Closed-time-path Green functions of a single level

1. Premises and conventions

P1. One mode with annihilator a and a a† − ζ a†a = 1; ζ = +1 for a boson, ζ = −1 for a fermion (then also a² = 0).
P2. H = ω a†a, independent of time. For a fermion ω is written ε and counted from the chemical potential of the initial state. ħ = 1 in formulas; SI constants return in section 9.
P3. At t0 the state is a density matrix ρ0 with Tr ρ0 = 1, and ⟨O⟩ = Tr[O ρ0]. Its occupation is n = ⟨a†a⟩, written f for a fermion. ρ0 is arbitrary except where it is called thermal: ρ0 ∝ x^(a†a), x = exp(−βω), β = 1/kB T.
P4. After t0 the evolution is unitary, U(t,t') = exp(−iH(t − t')), and O(t) = U(t0,t) O U(t,t0).

Notation: τ = t − t'; θ is the unit step; G(E) = ∫dτ exp(iEτ) G(τ).

2. The contour and its four components

An average ⟨O(t)⟩ = Tr[U(t0,t) O U(t,t0) ρ0], read from right to left, evolves from t0 to t and back to t0. No final state is projected out, so time runs on a closed contour C (Schwinger 1961, Keldysh 1964): branch + from t0 up to some tm, branch − from tm back to t0. tm is any time not earlier than all arguments, since U(t,tm)U(tm,t) = 1 can be inserted freely.

Contour order: on +, later real time is later on C; on −, earlier real time is later on C; every point of − is later than every point of +. T_C moves the contour-later operator to the left, with a factor ζ for each exchange of two mode operators. Define

(1) G(z,z') = −i⟨T_C a(z) a†(z')⟩.

Each argument is a real time with a branch label, giving G^(ab)(t,t'), a, b = ±.

Case +−. z' is contour-later whatever t and t' are, so one exchange occurs:
(2) G<(t,t') ≡ G^(+−) = −iζ⟨a†(t') a(t)⟩.
Case −+. z is always later, so no exchange occurs:
(3) G>(t,t') ≡ G^(−+) = −i⟨a(t) a†(t')⟩.
Case ++. Ordinary time order: the product is that of (3) for t > t' and that of (2) for t < t':
(4) GT ≡ G^(++) = θ(τ) G> + θ(−τ) G<.
Case −−. Reversed order:
(5) GT̄ ≡ G^(−−) = θ(τ) G< + θ(−τ) G>.

T_C is not defined by the above when z = z'. This touches (4) and (5) at τ = 0 only; (2) and (3) are unambiguous there.

3. Linear dependence

For τ ≠ 0, θ(τ) + θ(−τ) = 1. Adding (4) and (5):

(6) GT + GT̄ = G< + G>, t ≠ t'.

Equations (4) and (5) say more than their sum. For τ > 0, G^(++) = G^(−+) and G^(+−) = G^(−−): the branch label of the later time t is immaterial. For τ < 0, G^(++) = G^(+−) and G^(−+) = G^(−−): the label of t' is immaterial. Reason: tm can be pulled down to the later time, where the two branches meet. Neither the form of H nor that of ρ0 entered; (6) holds for any interacting system that obeys P4.

Second route, from unitarity. Add a source J̄a + a†J to H, with values J+ and J− on the two branches (Grassmann-valued for fermions), and set Z[J] = ⟨T_C exp(−i∫_C dz (J̄a + a†J))⟩. The contour measure is +dt on + and −dt on −. The term bilinear in J̄ and J carries (−i)²⟨T_C a a†⟩ = −iG:

(7) Z ⊃ −i ∫dt dt' Σ_ab (a·b) J̄_a(t) G^(ab)(t,t') J_b(t').

For J+ = J− the backward evolution undoes the forward one and Z = Tr ρ0 = 1 for every J. The bilinear term must vanish, so Σ_ab (a·b) G^(ab) = GT − G< − G> + GT̄ = 0 under a double time integral. This is (6) as a distribution: a finite violation on the line t = t' is allowed, a Dirac delta is not.

4. Explicit functions

For both statistics [a, a†a] = a. Boson: (aa† − a†a)a = a. Fermion: aa†a − a†aa = (1 − a†a)a = a, using a² = 0 twice. Hence i da/dt = [a,H] = ωa, a(t) = a exp(−iω(t − t0)), a†(t') = a† exp(+iω(t' − t0)). The t0 phases cancel in each product. With ⟨a†a⟩ = n and ⟨aa†⟩ = 1 + ζn from P1:

(8) G< = −iζ n exp(−iωτ), G> = −i(1 + ζn) exp(−iωτ).

Boson: G< = −i n exp(−iωτ), G> = −i(n + 1) exp(−iωτ).
Fermion: G< = +i f exp(−iετ), G> = −i(1 − f) exp(−iετ).

These depend on τ alone for any ρ0, stationary or not, because a†a commutes with H. In both cases

(9) G> − G< = −i exp(−iωτ),

the commutator (anticommutator) of a(t) with a†(t'), which does not depend on the state.

Thermal state. Tr x^(a†a) = 1/(1 − x) for a boson (x < 1) and 1 + x for a fermion, that is (1 − ζx)^(−ζ). Applying x d/dx to its logarithm:

(10) n = x/(1 − ζx) = 1/(exp(βω) − ζ), 1 + ζn = 1/(1 − ζx).

Then G>/G< = (1 + ζn)/(ζn) = ζ exp(βω), the Kubo-Martin-Schwinger condition for one line.

5. Keldysh rotation

Arrange Ǧ = [[GT, G<], [G>, GT̄]] (rows a, columns b, + first) and let W = (1/√2)[[1, 1], [1, −1]], W² = 1. For branch fields this is φcl = (φ+ + φ−)/√2, φq = (φ+ − φ−)/√2. Multiplying out WǦW:

cl,cl: ½(GT + G< + G> + GT̄) ≡ GK
cl,q: ½(GT − G< + G> − GT̄) ≡ GR
q,cl: ½(GT + G< − G> − GT̄) ≡ GA
q,q: ½(GT − G< − G> + GT̄).

For τ ≠ 0, (6) makes q,q zero. Eliminating GT̄ = G< + G> − GT from the others and using (4):

(11) GK = G< + G>
(12) GR = GT − G< = θ(τ)(G> − G<)
(13) GA = GT − G> = −θ(−τ)(G> − G<)
(14) WǦW = [[GK, GR], [GA, 0]].

For fermions it is customary to rotate the barred field differently (Larkin-Ovchinnikov form). With Pauli matrices in branch space, WσzW = σx, so WǦσzW = (WǦW)σx = [[GR, GK], [0, GA]]. The functions (11) to (13) are the same; only their places differ.

Inserting (8) and (9):

(15) GR = −iθ(τ) exp(−iωτ), GA = +iθ(−τ) exp(−iωτ)
(16) GK = −i(1 + 2ζn) exp(−iωτ)

that is GK = −i(2n + 1) exp(−iωτ) for a boson and GK = −i(1 − 2f) exp(−iετ) for a fermion.

Counting. The three survivors are still related. Conjugating (2) and (3) reverses the operator product and the sign of i: G>(t,t')* = −G>(t',t), and likewise for G<. Then (11) to (13) give GK(t,t')* = −GK(t',t) and GA(t,t') = GR(t',t)*. Also GR − GA = G> − G<. Two independent functions remain: G> − G<, which here fixes the spectrum, and GK, which carries the state. The inverse map is G> = ½(GK + GR − GA), G< = ½(GK − GR + GA).

Energy space. With a convergence factor exp(−ητ), η → 0+, −i∫₀^∞ dτ exp(i(E − ω)τ − ητ) = 1/(E − ω + iη). So GR(E) = 1/(E − ω + i0), GA(E) = GR(E)*, GR − GA = −2πi δ(E − ω) and GK(E) = −2πi(1 + 2ζn) δ(E − ω). In the thermal state (10) gives 2n + 1 = coth(βω/2) and 1 − 2f = tanh(βε/2). On the support of the delta function ω may be replaced by E:

(17) GK(E) = coth(βE/2)(GR − GA) for bosons, tanh(βE/2)(GR − GA) for fermions.

This is the fluctuation-dissipation relation. For a nonthermal ρ0, (15) is unchanged and only the factor 1 + 2ζn in (16) differs.

6. The same result from the discrete path integral

Take the thermal state and cut each branch into N points spaced by δ. Label contour points j = 1…2N; points j and 2N + 1 − j share a real time, and t(j) is the real time of point j. Insert at each point the resolution of unity in coherent states |φ⟩ = exp(a†φ)|0⟩, with weight exp(−φ̄φ) (complex φ and measure d²φ/π for bosons, Grassmann φ for fermions). The only matrix element needed is

(18) ⟨φ|u^(a†a)|φ'⟩ = exp(u φ̄φ'),

which for bosons follows from summing (uφ̄φ')^m/m! over number states, and for fermions from the two terms 1 + uφ̄φ'. A forward step exp(−iHδ) has u = exp(−iωδ), the turning point has u = 1, a backward step has u = exp(+iωδ). Each is exact for P2, so there is no time-slicing error. The density matrix links point 2N to point 1 with u = x, and the trace supplies ζ (antiperiodic closure for Grassmann fields). The integrand is exp(−Σ φ̄_j M_jk φ_k), with

(19) M = 1 − L, L_(j+1,j) = u_j, L_(1,2N) = ζx, all other elements zero.

L is a weighted cyclic shift. One full turn multiplies by P = ζx Π u_j = ζx, since forward and backward phases cancel. Thus L^(2N) = P·1, the characteristic polynomial of L is λ^(2N) − P, and det M = 1 − ζx. The Gaussian integral equals (det M)^(−ζ), which is Tr x^(a†a) of section 4, so Z = 1. For bosons it converges: L has norm at most 1, so Re v†Lv = 1 for a unit vector v needs Lv = v, hence P = 1, which x < 1 excludes.

The contraction is ⟨φ_j φ̄_k⟩ = (M⁻¹)_jk = iG_jk. From L^(2N) = P·1, M⁻¹ = (1 + L + … + L^(2N−1))/(1 − P). Only the power that carries k forward to j has a jk element. For j ≥ k the path avoids the corner element; for j < k it passes it once and collects ζx. In both cases the phases multiply to exp(−iω(t(j) − t(k))). With (10):

(20) iG_jk = exp(−iω(t(j) − t(k))) × { 1 + ζn for j ≥ k; ζn for j < k }.

Reading (20) by blocks reproduces (4), (5) and (8) at unequal times: j on + and k on − always has j < k and gives G<; the opposite block gives G>.

7. Equal times

Equation (20) also fixes the diagonal: iG_jj = 1 + ζn on both branches, so GT = GT̄ = G> at j = k. This is antinormal order, since φ|φ⟩⟨φ|φ̄ = a|φ⟩⟨φ|a†. With (9) at τ = 0:

(21) GT + GT̄ − G< − G> = G> − G< = −i at t = t' (lattice diagonal).

Other rules give other values. Normal order (a† taken infinitesimally later on C) sets GT = GT̄ = G< and the combination equals +i. The symmetric rule θ(0) = ½ gives 0. This is why (6) excludes t = t'. The violation is a Kronecker delta of unit size; in a time sum Σ_k δ·G_jk J_k it weighs δ and vanishes as δ → 0, in line with (7). It survives only where both ends of a line meet at one vertex. A normal-ordered interaction appears on the lattice with φ̄_(j+1)φ_j, whose contraction is the j < k case of (20), so such loops carry n and not 1 + ζn. The equal-time Keldysh function defined by (11) is unambiguous: iGK(t,t) = 1 + 2ζn.

8. Range of validity

(a) Equations (4) to (6) and (11) to (14) need only unitary evolution of the total system from a density matrix given at t0, with t, t' ≥ t0 and t ≠ t'. They hold with interactions, drives and baths, the bath being counted as part of the system.

(b) Equations (8), (15), (16) need H = ω a†a. Any ρ0 is allowed, but n is then the full ⟨a†a⟩, including |α|² for a coherent amplitude α. Anomalous functions ⟨aa⟩ vanish if ρ0 commutes with a†a and must otherwise be added. G determines higher correlators (Wick's theorem) only for a Gaussian ρ0 with ⟨a⟩ = 0. Equation (17) needs a thermal ρ0. A real field ∝ a + a† has a second line at −ω, obtained from the same functions with t and t' exchanged.

(c) Damping. Let a boson lose energy at rate κ ≪ ω to a Markovian bath of occupation n: dρ/dt = −i[H,ρ] + κ(n + 1)D[a]ρ + κn D[a†]ρ, D[c]ρ = cρc† − ½{c†c, ρ} (Lindblad form). The adjoint maps, O → c†Oc − ½{c†c, O}, send a to ½[a†a, a] = −a/2 for c = a and to ½a[a, a†] = +a/2 for c = a†. So d⟨a⟩/dt = (−iω − κ/2)⟨a⟩. Under the Markov premise two-time averages obey the same equation in the later time (regression rule), and in the steady state every function in (8), (15), (16) gains the factor exp(−κ|τ|/2). Relation (6) and the ratio G</G> are untouched. The closed forms hold for |τ| ≪ 2/κ; more sharply, damping changes |GK| by as much as its thermal part 2n once κ|τ|/2 ≈ 2n, when n ≪ 1. The Markov form meets (17) only near the line, which is adequate for βκ ≪ 1. Dressing by an ohmic bath shifts n by order κ/ω times a logarithm of the bath cutoff.

(d) Nonlinearity. For H = ω a†a − (K/2) a†a†aa the levels are E_m = ωm − (K/2)m(m − 1) and E_(m+1) − E_m = ω − Km. For βK ≪ 1 and n small the populations stay p_m = (1 − x)x^m. The transition m ↔ m + 1 enters iG> with weight (m + 1)p_m and iG< with weight (m + 1)p_(m+1), so

(22) iGK = Σ_m (m + 1)(1 − x²) x^m exp(−i(ω − Km)τ).

The weights sum to (1 + x)/(1 − x) = 2n + 1, but the line at ω has weight 1 − x². To first order in x the whole thermal part sits in the line at ω − K. Equation (16) therefore describes the thermal part only for |τ| ≪ 1/K.

(e) Fermion level coupled to a wide-band lead: the line becomes the Lorentzian (Γ/2π)/((E − ε)² + Γ²/4). Its tail below E = 0 is filled even at T = 0, with weight ½ − (1/π)arctan(2ε/Γ) ≈ Γ/(2πε). The sharp-level f is meaningful only for Γ ≪ 2πεf, which in the tail of the distribution is stricter than Γ ≪ kB T.

9. Numerical illustration

Inputs: a mode of an aluminium cavity at ν = ω/2π = 6 GHz, thermal at a mode temperature of 50 mK.

hν = 24.81 µeV, hν/kB = 288.0 mK, kB T = 4.309 µeV.
βħω = 5.7591, exp(βħω) = 317.06, x = 3.154×10⁻³.
n = 0.003164, n + 1 = 1.003164, 2n + 1 = 1.006328.

The walls are superconducting, with a typical gap Δ ≈ 180 µeV; hν lies far below the pair-breaking threshold 2Δ ≈ 360 µeV, which supports a linear mode with low loss.

Choose a quarter period, |τ| = 1/(4ν) = 41.67 ps, so that exp(−iωτ) = −i for τ > 0 and +i for τ < 0, and all functions are real.

τ > 0: G> = GT = −1.003164; G< = GT̄ = −0.003164; GK = −1.006328; GR = −1; GA = 0.
τ < 0: G> = GT̄ = +1.003164; G< = GT = +0.003164; GK = +1.006328; GR = 0; GA = −1.

In each row GT + GT̄ = G< + G> = GK, and the two rows are related by GA(−τ) = GR(τ)* and GK(−τ) = −GK(τ)*.

Fermionic partner: an assumed spin-resolved, noninteracting level of a gate-defined silicon quantum dot, 24.81 µeV above the chemical potential of its lead, also at 50 mK. Then f = 0.003144, and at τ = +41.67 ps G> = −0.996856, G< = +0.003144, GK = −0.993712, GR = −1. GR is the same as for the boson, G< has the opposite sign, and |GK| is the reciprocal of the bosonic value because tanh·coth = 1. By (e) this f requires ħΓ ≪ 0.49 µeV.

Time window for the cavity. With an assumed quality factor Q = 10⁷, κ = ω/Q = 3.77×10³ s⁻¹, 2/κ = 531 µs and βħκ = 5.8×10⁻⁷. Damping equals the thermal part 2n = 6.33×10⁻³ of |GK| at |τ| ≈ 4n/κ = 3.4 µs, about 2.0×10⁴ periods. If a coupled qubit lends the mode an assumed self-Kerr K/2π = 5 kHz, then βħK = 4.8×10⁻⁶ and 1/K = 32 µs; (22) puts weight 0.99999 at ω and 6.31×10⁻³ at ω − K.

These numbers are the model's, for the stated mode temperature; the six decimals display the identities and are not a prediction to that precision. The occupation is steep in T: d ln n/d ln T = βħω(1 + n) = 5.78. As typical knowledge, not a measurement, a mode in a cryostat is often hotter than the stage it is mounted on, because noise enters through the microwave lines, and effective mode temperatures of roughly 60 to 100 mK are not unusual. If 50 mK is the stage temperature, the model then underestimates n: it gives 0.0083 at 60 mK and 0.0595 at 100 mK, larger by factors 2.6 and 19. The same caution applies to the electron temperature of the dot. GR, GA and relation (6) do not depend on this choice.